# Potential curve of a molecular Rydberg state from an $R$-dependent quantum defect

## Statement

A diatomic molecule has one electron in a Rydberg orbital outside an ion core with potential curve $U^+(R)$. Energies are wavenumbers (energy$/hc$, cm$^{-1}$) and lengths are in Å. $\mathrm{Ry}$ is the Rydberg constant corrected for the mass $M^+$ of the ion, $\mathrm{Ry}=\mathrm{Ry}_\infty/(1+m_e/M^+)$. The ion has its minimum at $R_e^+$, with $x=R-R_e^+$ and

$$U^+=U^+(R_e^+)+\tfrac12k^+x^2+\tfrac16k_3^+x^3+\dots$$

Let $\mu(R)$ be the quantum defect of the series at clamped nuclei, $\mu'$ and $\mu''$ its derivatives at $R_e^+$, and

$$\nu=n-\mu(R_e^+),\qquad \Omega=\frac{2\,\mathrm{Ry}}{\nu^3}.$$

$\Omega$ is the local spacing $dE/dn$ of the series. Under premises P1 to P4 below the following hold.

**(A) Curve.**
$$U_n(R)=U^+(R)-\frac{\mathrm{Ry}}{[n-\mu(R)]^2}$$

**(B) Bond length and minimum energy.**
$$R_e(n)-R_e^+=x_1+O(\nu^{-6}),\qquad x_1=\frac{2\,\mathrm{Ry}\,\mu'}{k^+\nu^3}$$
$$U_n(R_e(n))=U^+(R_e^+)-\frac{\mathrm{Ry}}{\nu^2}-\frac{(\Omega\mu')^2}{2k^+}+O(\nu^{-9})$$

**(C) Force constant at the minimum of the Rydberg state.**
$$k(n)-k^+=-\frac{2\,\mathrm{Ry}\,\mu''}{\nu^3}-\frac{6\,\mathrm{Ry}\,\mu'^2}{\nu^4}+\frac{k_3^+}{k^+}\,\frac{2\,\mathrm{Ry}\,\mu'}{\nu^3}+O(\nu^{-6})$$

The first two terms are the curvature of the binding energy at the fixed distance $R_e^+$. The third is the change of the ion's own curvature over the displacement $x_1$. It is of the same order $\nu^{-3}$ as the first and cannot be dropped.

**(D) Spectroscopic constants.**
$$\omega_e(n)-\omega_e^+=\omega_e^+\,\frac{k(n)-k^+}{2k^+},\qquad B_e(n)-B_e^+=-\frac{2B_e^+x_1}{R_e^+},$$
both up to $O(\nu^{-6})$. All these constants approach those of the ion as $\nu^{-3}$.

## Premises and conventions

**P1, clamped nuclei.** The electronic problem is solved at fixed $R$ and its eigenvalue is the potential for the nuclei. Step 6 shows what survives when this fails.

**P2, Coulomb zone.** Beyond a radius $r_0$ the outer electron feels the field of a unit point charge and the core is in one electronic state, of energy $U^+(R)$. The total energy is then $U^+(R)+\epsilon$, with $\epsilon<0$ the energy of the electron in the outer zone.

**P3, one channel.** One partial wave $\ell$ with projection $\Lambda$ on the axis leaves the core.

**P4, smooth defect.** The phase with which the electron leaves the core is a smooth function of $R$ and does not depend on $\epsilon$.

The label $n$ follows the usual NO notation (A is 3s, E is 4s). Another choice shifts $\mu$ by an integer and leaves $\nu$, $\mu'$ and $\mu''$ unchanged. With $m$ the reduced mass of the nuclei, $b=\hbar/(4\pi cm)$ in cm$^{-1}$ Å$^2$, so that the vibrational Hamiltonian is $-b\,d^2/dx^2+U$, $B_e=b/R_e^2$ and $\omega_e^2=2bk$.

## Derivation

### Step 1. The Rydberg formula at fixed $R$

In atomic units write $\epsilon=-1/(2\bar\nu^2)$, with $\bar\nu$ as yet continuous. For $r>r_0$ the radial equation is the Coulomb equation. Its WKB momentum with the Langer replacement $\ell(\ell+1)\to(\ell+\frac12)^2$ is

$$p^2=-\frac1{\bar\nu^2}+\frac2r-\frac{(\ell+\frac12)^2}{r^2},$$

with turning points $r_1<r_2$, and the phase integral is elementary:

$$\int_{r_1}^{r_2}p\,dr=\pi\left(\bar\nu-\ell-\tfrac12\right).$$

Put $\theta(r)=\int_{r_1}^rp\,dr'+\pi/4$. The connection formula at $r_1$ gives the solution regular at the origin, $f=p^{-1/2}\sin\theta$. A companion a quarter wave behind it is $g=-p^{-1/2}\cos\theta$. The connection formula at $r_2$ gives the solution that decays at infinity,

$$w\propto p^{-1/2}\sin\Big(\int_r^{r_2}p\,dr'+\frac\pi4\Big)=p^{-1/2}\sin(\beta-\theta),\qquad\beta=\pi(\bar\nu-\ell),$$

because $\int_r^{r_2}p=\pi(\bar\nu-\ell-\frac12)-\theta+\frac\pi4$. Hence $w\propto f\cos\beta+g\sin\beta$. The exact Coulomb pair of Seaton's quantum defect theory obeys this relation without the WKB approximation, so nothing below is limited by it.

The core fixes the logarithmic derivative at $r_0$ and thereby one combination of $f$ and $g$. This defines $\mu$:

$$\psi=f\cos\pi\mu-g\sin\pi\mu=p^{-1/2}\sin(\theta+\pi\mu).$$

A bound state needs $\psi\propto w$. The determinant of the coefficients must vanish:

$$\cos\pi\mu\,\sin\beta+\sin\pi\mu\,\cos\beta=\sin\pi(\bar\nu-\ell+\mu)=0 .$$

Therefore $\bar\nu=n-\mu(R)$ with integer $n$, and $\epsilon_n(R)=-\mathrm{Ry}/[n-\mu(R)]^2$. Adding $U^+(R)$ by P2 gives (A).

The physical ground for P4 is a comparison of times. The energy derivative of a WKB phase is $\int dr/p$, the time spent in the region. The phase $\pi\mu$ is built up inside $r_0$, so $\pi\,\partial\mu/\partial\epsilon$ is of the order of a core transit time, while $\partial\beta/\partial\epsilon=\pi\bar\nu^3=\pi/\Omega$ is half the orbital period. The ratio $\Omega\,\partial\mu/\partial\epsilon$ falls as $\nu^{-3}$.

### Step 2. Derivatives of the binding energy

With $\bar\nu=n-\mu(R)$ and $d\bar\nu/dR=-d\mu/dR$, the chain rule gives

$$\frac{d\epsilon}{dR}=\frac{2\,\mathrm{Ry}}{\bar\nu^3}\frac{d\bar\nu}{dR}=-\frac{2\,\mathrm{Ry}}{\bar\nu^3}\frac{d\mu}{dR}.$$

Differentiating the product once more, with $d\bar\nu^{-3}/dR=+3\bar\nu^{-4}\,d\mu/dR$, gives at $R_e^+$

$$\epsilon'=-\Omega\mu',\qquad\epsilon''=-\Omega\mu''-\frac{3\Omega\mu'^2}{\nu}.$$

Since $3\Omega/\nu=6\,\mathrm{Ry}/\nu^4$, $\epsilon''$ is the pair of fixed-distance terms in (C). Every derivative of $\epsilon$ carries at least the factor $\Omega$ and is $O(\nu^{-3})$.

### Step 3. The minimum

The condition $dU_n/dR=0$ reads

$$k^+x+\tfrac12k_3^+x^2+\epsilon'+\epsilon''x+\dots=0 .$$

For $\Omega\to0$ the root is $x=0$, and it is simple because $k^+>0$, so it can be expanded in orders of $\Omega$ as $x=x_1+x_2+\dots$ The first order is $k^+x_1+\epsilon'=0$, which gives $x_1=\Omega\mu'/k^+$. The second order is $k^+x_2+\frac12k_3^+x_1^2+\epsilon''x_1=0$, so

$$\frac{x_2}{x_1}=-\frac{k_3^+x_1}{2k^+}-\frac{\epsilon''}{k^+},$$

and $x_2=O(\nu^{-6})$. A defect that grows with $R$ binds the electron more strongly at larger distance and lengthens the bond.

The energy at the minimum is $U^+(R_e^+)-\mathrm{Ry}/\nu^2+\epsilon'x+\frac12k^+x^2+O(\epsilon''x^2,k_3^+x^3)$. The two middle terms are stationary at $x_1$, where they sum to $-\epsilon'^2/(2k^+)$. The part $x_2$ enters only quadratically, and the omitted terms are $O(\nu^{-9})$. This proves (B).

### Step 4. Force constant and spectroscopic constants

The force constant of state $n$ is the curvature at its own minimum:

$$k(n)=\left.\frac{d^2U_n}{dR^2}\right|_{x}=k^++k_3^+x+\epsilon''+O(x^2,\epsilon'''x).$$

Inserting $x=x_1+O(\nu^{-6})$ gives $k(n)-k^+=\epsilon''+k_3^+x_1+O(\nu^{-6})$, which is (C). The $\nu^{-4}$ term is quadratic in $\mu'$, yet it precedes all omitted terms in the ordering by $1/\nu$, so keeping it is consistent. For a normal bond $k_3^+<0$, and a lengthened bond is softened by the third term. Linearising $\omega_e=(2bk)^{1/2}$ and $B_e=b/R_e^2$ gives (D). The leading coefficient of the convergence is

$$\lim_{\nu\to\infty}\nu^3\,[k(n)-k^+]=-2\,\mathrm{Ry}\left(\mu''-\frac{k_3^+}{k^+}\mu'\right).$$

### Step 5. The same result from the vibrational levels

Treat $\epsilon(x)$ as a perturbation of the ion's levels $E_v^+$, with eigenfunctions $|v\rangle$. To first order

$$E_{nv}=E_v^+-\frac{\mathrm{Ry}}{\nu^2}+\epsilon'\langle x\rangle_v+\tfrac12\epsilon''\langle x^2\rangle_v .$$

In the harmonic approximation $\langle x^2\rangle_v=(2b/\omega_e^+)(v+\frac12)$. The mean force vanishes in a stationary state, $\langle dU^+/dx\rangle=k^+\langle x\rangle+\frac12k_3^+\langle x^2\rangle=0$ to leading order, so $\langle x\rangle_v=-(k_3^+/2k^+)\langle x^2\rangle_v$. With $\epsilon'=-k^+x_1$ the part linear in $v+\frac12$ is

$$\frac{b}{\omega_e^+}\left(\epsilon''+k_3^+x_1\right)\left(v+\tfrac12\right),\qquad\frac b{\omega_e^+}=\frac{\omega_e^+}{2k^+},$$

which is (D) with (C). The anharmonic term appears here as the slope of the defect acting on the outward drift of $\langle x\rangle_v$.

The same two averages give $k_3^+$ from the ion's vibration–rotation constant. With $\xi=x/R_e^+$ and Dunham's form $U^+=a_0\xi^2(1+a_1\xi+\dots)$ one has $k_3^+/k^+=3a_1/R_e^+$, $\langle\xi^2\rangle=(2B_e^+/\omega_e^+)(v+\frac12)$ and $\langle\xi\rangle=-\frac32a_1\langle\xi^2\rangle$. Then $B_v=B_e^+\langle1-2\xi+3\xi^2\rangle=B_e^+-\alpha_e^+(v+\frac12)$ yields

$$a_1=-1-\frac{\alpha_e^+\omega_e^+}{6B_e^{+2}}.$$

### Step 6. What survives without P1

P1 needs the electron to be fast, $\omega_e^+\ll\Omega$. A weaker premise is that $R$ is frozen only while the electron is near the core. There $f$ and $g$ hardly depend on energy, and $\Psi=\Phi(R)[f\cos\pi\mu(R)-g\sin\pi\mu(R)]$ with a free function $\Phi=\sum_{v'}c_{v'}|v'\rangle$. Farther out the electron moves in channels $v$ with energies $E-E_v^+=-\mathrm{Ry}/\nu_v^2$. Projection on $\langle v|$ gives the radial function of channel $v$, and the decay condition of Step 1 applied to it gives

$$\sum_{v'}\langle v|\sin\pi[\nu_v+\mu(R)]|v'\rangle\,c_{v'}=0 .$$

Write $\mu(R)=\mu(R_e^+)+\delta(x)$, $\delta_{vv'}=\langle v|\delta|v'\rangle$ and $\vartheta_v=\pi[\nu_v+\mu(R_e^+)]$, and seek the root with $\vartheta_v$ near $n\pi$ and $c_v=1$. Row $v'\neq v$ gives at first order $\sin\vartheta_{v'}\,c_{v'}+\pi\delta_{v'v}\cos\vartheta_{v'}=0$. Row $v$ gives $\tan\vartheta_v+\pi\delta_{vv}+\pi\sum_{v'\ne v}\delta_{vv'}c_{v'}=O(\delta^3)$. Together,

$$\nu_v=\nu-\delta_{vv}+\pi\sum_{v'\neq v}\delta_{vv'}^2\cot\pi\eta_{v'},\qquad\eta_{v'}=\nu_{v'}-\nu .$$

To first order in $\delta$ the level is $E_v^+-\mathrm{Ry}/\nu^2-\Omega\,\delta_{vv}$ for any ratio $\omega_e^+/\Omega$. This is the $\nu^{-3}$ part of Step 5. Rotation at fixed $\Lambda$ enters through the centrifugal stretch of $|v\rangle$, so the $\nu^{-3}$ term of $B_e$ is carried over as well.

For the second order let $D=E_{v'}^+-E_v^+$ and $y=\nu^2D/\mathrm{Ry}=2D/(\Omega\nu)$, so that $\eta=\nu[(1+y)^{-1/2}-1]$. For $|D|\ll\Omega$, using $\pi\cot\pi\eta=1/\eta-\pi^2\eta/3+\dots$ and $1/\eta=-2/(\nu y)-3/(2\nu)+y/(8\nu)+\dots$,

$$\Omega\,\pi\cot\pi\eta=-\frac{\Omega^2}{D}-\frac{3\Omega}{2\nu}+D\left(\frac{\pi^2}3+\frac1{4\nu^2}\right)+\dots$$

The energy follows from $-\mathrm{Ry}/\nu_v^2=-\mathrm{Ry}/\nu^2+\Omega(\nu_v-\nu)-(3\Omega/2\nu)(\nu_v-\nu)^2$. The last term supplies $-(3\Omega/2\nu)\delta_{vv}^2$, which completes the closure sum $\sum_{v'}\delta_{vv'}^2=\langle\delta^2\rangle_v$. The result is

$$E=E_v^+-\frac{\mathrm{Ry}}{\nu^2}-\Omega\delta_{vv}-\frac{3\Omega}{2\nu}\langle\delta^2\rangle_v-\sum_{v'\ne v}\frac{\Omega^2\delta_{vv'}^2}{D}+\Delta .$$

Apart from $\Delta$ this is second-order perturbation theory on curve (A), whose binding energy expands as $-\mathrm{Ry}/\nu^2-\Omega\delta-(3\Omega/2\nu)\delta^2$. The sum rule $\sum_{v'}D\,\delta_{vv'}^2=\frac12\langle[\delta,[H,\delta]]\rangle=b\langle(d\delta/dx)^2\rangle$ gives the leading remainder

$$\Delta\simeq b\mu'^2\left(\frac{\pi^2}3+\frac1{4\nu^2}\right).$$

It has the form of a diagonal adiabatic correction. It does not fall with $n$, which signals that the expansion in $D/\Omega$ ends when $\Omega$ comes down to $\omega_e^+$. Beyond that point the second-order shift is $\Omega\pi\delta_{vv'}^2\cot\pi\eta_{v'}$, a factor $\nu^{-3}$ times an oscillating function with poles where a level $(n',v')$ crosses $(n,v)$. If channel $v'$ is open, the decaying wave $\sin(\theta-\beta)$ is replaced by the outgoing wave $e^{i\theta}$, which corresponds to $\beta\to+i\infty$ and $\cot\to-i$. The energy becomes $E-i\Gamma/2$ with the vibrational autoionisation width $\Gamma=2\pi\Omega\,\delta_{vv'}^2$. The slope that shifts the bond length of a low member thus sets the width of a high one.

## Range of validity

1. **Small displacement.** (B) to (D) need $|x_2/x_1|\ll1$, that is $|k_3^+x_1|$ and $|\epsilon''|$ small against $k^+$. For low $n$ the smallness comes from $\mu'$ and $\mu''$, not from $1/\nu$.

2. **Curve picture.** (A) as a potential, and with it the $\nu^{-4}$ term, needs $\omega_e^+\ll\Omega$. The crossover is at $\nu_c=(2\,\mathrm{Ry}/\omega_e^+)^{1/3}$. Above it only the terms linear in $\mu'$ and $\mu''$ keep their form, as level shifts away from the poles of the cotangent.

3. **Energy dependence.** If $\mu=\mu(R,\epsilon)$, differentiation of $\epsilon=-\mathrm{Ry}/[n-\mu(R,\epsilon)]^2$ gives $\epsilon'=-\Omega(\mu_R+\mu_\epsilon\epsilon')$, with subscripts for partial derivatives. Hence $\epsilon'=-\Omega\mu_R/(1+\Omega\mu_\epsilon)$, and the slope to be used in (B) is $\mu_R/(1+\Omega\mu_\epsilon)$ at the energy of the state.

4. **Several channels.** A non-spherical core mixes $\ell$, and a valence state that crosses the series makes $\mu$ rise by about one unit over a short range of $R$, as in the $^2\Pi$ series of NO crossed by the B and L states. For any single adiabatic state, $\mu_n(R)=n-[\mathrm{Ry}/(U^+-U_n)]^{1/2}$ makes (A) an identity, and (B) to (D) still hold with the derivatives of $\mu_n$. What P3 and P4 add is that one function serves all $n$. The $\nu^{-3}$ law rests on that.

5. **$\ell$-uncoupling.** A rotational constant fitted to levels is not $b/R_e^2$. The operator $B(\mathbf N-\mathbf L)^2$ contains $-B(N^+L^-+N^-L^+)$, which connects $\Lambda=0$ with each of $\Lambda=\pm1$ by an element of size $B[\ell(\ell+1)]^{1/2}[N(N+1)]^{1/2}$. Let a $\Sigma$ state hold a weight $w$ of wave $\ell$, and let a $\Pi$ state of pure $\ell$ and the same radial function lie $\Delta_\Pi$ above it. The two components together lower the level by $2w\ell(\ell+1)B^2N(N+1)/\Delta_\Pi$, so
$$\Delta B_L=-\frac{2w\,\ell(\ell+1)B^2}{\Delta_\Pi}.$$
This vanishes for a pure s electron. For a mixed one it grows with $n$ as the gap closes, and must be removed before (D) is applied.

## Illustration: NO A $^2\Sigma^+$ (3s$\sigma$) and E $^2\Sigma^+$ (4s$\sigma$) against NO$^+$

**Inputs, all approximate typical values.** Atomic masses 14.0031 u and 15.9949 u. For NO$^+$ X $^1\Sigma^+$, $\omega_e^+=2376.4$, $B_e^+=1.9973$ and $\alpha_e^+=0.0189$ cm$^{-1}$. Above the ground level of NO, the ionisation limit is at 74720, and the $v=0$ levels of A, E and the 3d$\pi$ state are at 44200, 60860 and 62710 cm$^{-1}$.

**Ion.** The masses give $m=7.4664$ u, $b=2.2578$ cm$^{-1}$ Å$^2$ and, with $M^+=29.998$ u, $\mathrm{Ry}=109735.3$ cm$^{-1}$. Then $R_e^+=(b/B_e^+)^{1/2}=1.0632$ Å and $k^+=\omega_e^{+2}/2b=1.2506\times10^6$ cm$^{-1}$ Å$^{-2}$, which is 24.84 aJ Å$^{-2}$. Step 5 gives $a_1=-2.88$ and $k_3^+/k^+=-8.12$ Å$^{-1}$. The factor that turns $\Delta k$ into $\Delta\omega_e$ is $\omega_e^+/2k^+=9.50\times10^{-4}$ Å$^2$.

**Defects.** The binding energies are 30520 cm$^{-1}$ for A and 13860 cm$^{-1}$ for E, and $\nu=(\mathrm{Ry}/\text{binding})^{1/2}$. Using $v=0$ levels in place of the curves at $R_e^+$ changes $\nu$ by about $\Delta\omega_e/2\Omega$, less than $10^{-4}$. The two defects differ, so each state keeps its own $\nu$. The derivatives are assumed common, $\mu'=0.010$ Å$^{-1}$ and $\mu''=-0.010$ Å$^{-2}$. These were chosen so that A shows its typical behaviour, a bond longer than the ion's by a few $10^{-4}$ Å and a vibration softer by about 2 cm$^{-1}$. The A column is therefore an adjustment, and the E column is what the model predicts from it.

| Quantity | A | E |
|---|---|---|
| $\nu$ | 1.896 | 2.814 |
| $\mu(R_e^+)$ | 1.104 | 1.186 |
| $\Omega$ / cm$^{-1}$ | $3.219\times10^4$ | 9851 |
| $\Omega\mu'$ / cm$^{-1}$ Å$^{-1}$ | 322 | 98.5 |
| $x_1$ / $10^{-4}$ Å | 2.57 | 0.79 |
| $(\Omega\mu')^2/2k^+$ / cm$^{-1}$ | 0.041 | 0.004 |
| $\Delta B_e$ / $10^{-4}$ cm$^{-1}$ | $-9.7$ | $-3.0$ |
| $\Delta\omega_e$ from $\mu''$ / cm$^{-1}$ | $+0.31$ | $+0.094$ |
| $\Delta\omega_e$ from $\mu'^2$ / cm$^{-1}$ | $-0.005$ | $-0.001$ |
| $\Delta\omega_e$ from $k_3^+x_1$ / cm$^{-1}$ | $-2.48$ | $-0.76$ |
| $\Delta\omega_e$, total / cm$^{-1}$ | $-2.18$ | $-0.67$ |
| $\Delta k/k^+$ / $10^{-3}$ | $-1.84$ | $-0.56$ |

The ratio of the two columns for the $\nu^{-3}$ terms is $\Omega_E/\Omega_A=0.306$. With these inputs the anharmonic term dominates. The two fixed-distance terms alone would give $+0.30$ cm$^{-1}$ for A, of the opposite sign to the full result.

**The conditions in turn.** (1) For A, $x_2/x_1=8\times10^{-4}$, so first order suffices. (2) The ratio $\omega_e^+/\Omega$ is 0.074 for A and 0.24 for E, with $\nu_c=4.5$, and $\Delta=7.6\times10^{-4}$ cm$^{-1}$ for A is negligible. (3) The finite difference of the two defects over the 16660 cm$^{-1}$ between the states gives $\mu_\epsilon\approx4.9\times10^{-6}$ cm, so $\Omega\mu_\epsilon$ is 0.16 for A and 0.049 for E. A common partial slope $\mu_R$ would multiply the terms of the E column that are linear in $\mu'$ by $(1+\Omega_A\mu_\epsilon)/(1+\Omega_E\mu_\epsilon)=1.11$, which shows that the second figure of the prediction is not secure. (4) and (5) The s$\sigma$ and d$\sigma$ waves mix in NO. Take approximate d weights $w=0.05$ for A and $w=0.4$ for E, with $\ell=2$ and gaps to 3d$\pi$ of 18510 and 1850 cm$^{-1}$. Then $\Delta B_L$ is $-1.3\times10^{-4}$ cm$^{-1}$ for A, a minor part of the tabulated shift, and $-0.010$ cm$^{-1}$ for E. The latter is 35 times the geometric shift and mimics a lengthening $-R_e^+\Delta B_L/2B_e^+=2.8\times10^{-3}$ Å. The same mixing means that a common $\mu'$ is an assumption which E need not obey.

The model's values for E are a lengthening of $0.79\times10^{-4}$ Å and a softening of 0.67 cm$^{-1}$. As typical knowledge, the vibration of E lies roughly 1 cm$^{-1}$ below that of the ion and its effective rotational constant roughly 0.01 cm$^{-1}$ below, so the one-channel model falls short by about a third in $\Delta\omega_e$ and by more than an order of magnitude in the effective $\Delta B$, where the omitted $\ell$-uncoupling term is of the order of the gap.